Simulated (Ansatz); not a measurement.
# Band topology of CsPbBr₃ with spin–orbit coupling — Ansatz, plane waves and PAW

Space group Pm-3m (No. 221), 5 atoms in the cell of the first input below: a = 5.870 Å, b = 5.870 Å, c = 5.870 Å, α = 90.00°, β = 90.00°, γ = 90.00°.

The volume is a measured one, shape and positions are a prototype's, taken without relaxation (pressure 0.0 GPa with this functional, without spin–orbit coupling). Functional: PBEsol.

Input:

```yaml
crystal:
  lattice:
    - [5.869999971, 0.0, 0.0]
    - [0.0, 5.869999971, 0.0]
    - [0.0, 0.0, 5.869999971]
  atoms:
    - { symbol: Cs, position: [0.0, 0.0, 0.0] }
    - { symbol: Pb, position: [0.5, 0.5, 0.5] }
    - { symbol: Br, position: [0.0, 0.5, 0.5] }
    - { symbol: Br, position: [0.5, 0.5, 0.0] }
    - { symbol: Br, position: [0.5, 0.0, 0.5] }
basis:
  ecutwfc: 420
  ecutrho_ratio: 4
kpoints:
  mp_grid: { grid: [4, 4, 4] }
hamiltonian:
  xc: pbesol
scf:
  occupations: { method: gaussian, width: 0.05 }
output:
  forces: true
  stress: true
  eigenvalues: true
  populations: true
  topological_invariants: true
magnetization:
  noncollinear: true
  spin_orbit: true
```

```bash
ansatz run input.yaml --threads 8 --pin off --max-ram 15360MiB --backend cpu --events-out ev --progress --plain --runs-dir out
```

Time: 25 s on 8 threads of Arm Neoverse V2, on a shared host, peak memory 1.6 GiB.

Without spin–orbit coupling the gap on a 6×6×6 mesh is 1.43 eV. With it, in a separate run (self-consistent on 4×4×4, bands on 6×6×6), a gap of 0.21 eV parts the filled from the empty bands (a gap on a mesh is an upper bound, as the edges may lie between its points). The indices are those of the lowest 44 bands, and their direct separation from the next band is open.

Odd-parity bands among them at the eight time-reversal-invariant momenta (inversion centre at 0.000 0.000 0.000):

```csv
k,odd bands
0.0 0.0 0.0,24
0.0 0.0 0.5,28
0.0 0.5 0.0,28
0.0 0.5 0.5,16
0.5 0.0 0.0,28
0.5 0.0 0.5,16
0.5 0.5 0.0,16
0.5 0.5 0.5,36
```

What are the Z2 indices by the rule of Fu and Kane?

Each Kramers pair counts once, so δ = (−1)^(odd bands / 2): +, +, +, +, +, +, +, +. The product of all eight gives ν0, the products over the planes k_i = 1/2 the weak indices: (0;000). The Wilson-loop planes give (0;000).

The cell is scaled in volume by 0.96 and 1.05 with the atoms carried along. Do the indices change?

No.

```json
{"volume ratio": "0.96", "pressure with spin–orbit coupling (GPa)": "1.0", "smallest direct separation sampled (eV)": "0.029", "at k": "-0.50 -0.50 -0.50", "separation": "open", "Z2": "(0;000)"}
{"volume ratio": "1.00", "pressure with spin–orbit coupling (GPa)": "0.0", "smallest direct separation sampled (eV)": "0.206", "at k": "-0.50 -0.50 -0.50", "separation": "open", "Z2": "(0;000)"}
{"volume ratio": "1.05", "pressure with spin–orbit coupling (GPa)": "-0.9", "smallest direct separation sampled (eV)": "0.396", "at k": "-0.50 -0.50 -0.50", "separation": "open", "Z2": "(0;000)"}
```

Caveats: Kohn–Sham gaps are too small; Z2 indices don't see topology that rests on crystal symmetry, and an even number of inversions cancels.

CsPbBr₃ comes out topologically trivial at all three volumes, but under compression it approaches a band inversion: the smallest sampled separation, at the zone corner R, falls from 0.396 eV in the expanded cell to 0.029 eV in the compressed one. The valence-band edge there is an antibonding mixture of Pb 6s and Br 4p, while the conduction-band edge is mainly Pb 6p. Shorter Pb–Br contacts push the antibonding edge up faster, so the gap shrinks under pressure, opposite to the habit of many tetrahedral semiconductors. Spin–orbit coupling narrows it from the other side by lowering the j = 1/2 branch of Pb 6p.

Because the two edges have opposite parity and R occurs only once in the zone, a crossing there would probably give a strong topological insulator. The real compound, a visible-light emitter, lies much further from that point. Besides the functional, the untilted cubic framework probably contributes to the underestimate, since octahedral tilting weakens the Pb–Br antibonding overlap and widens the gap. The trivial assignment is therefore more credible than the apparent closeness to inversion.
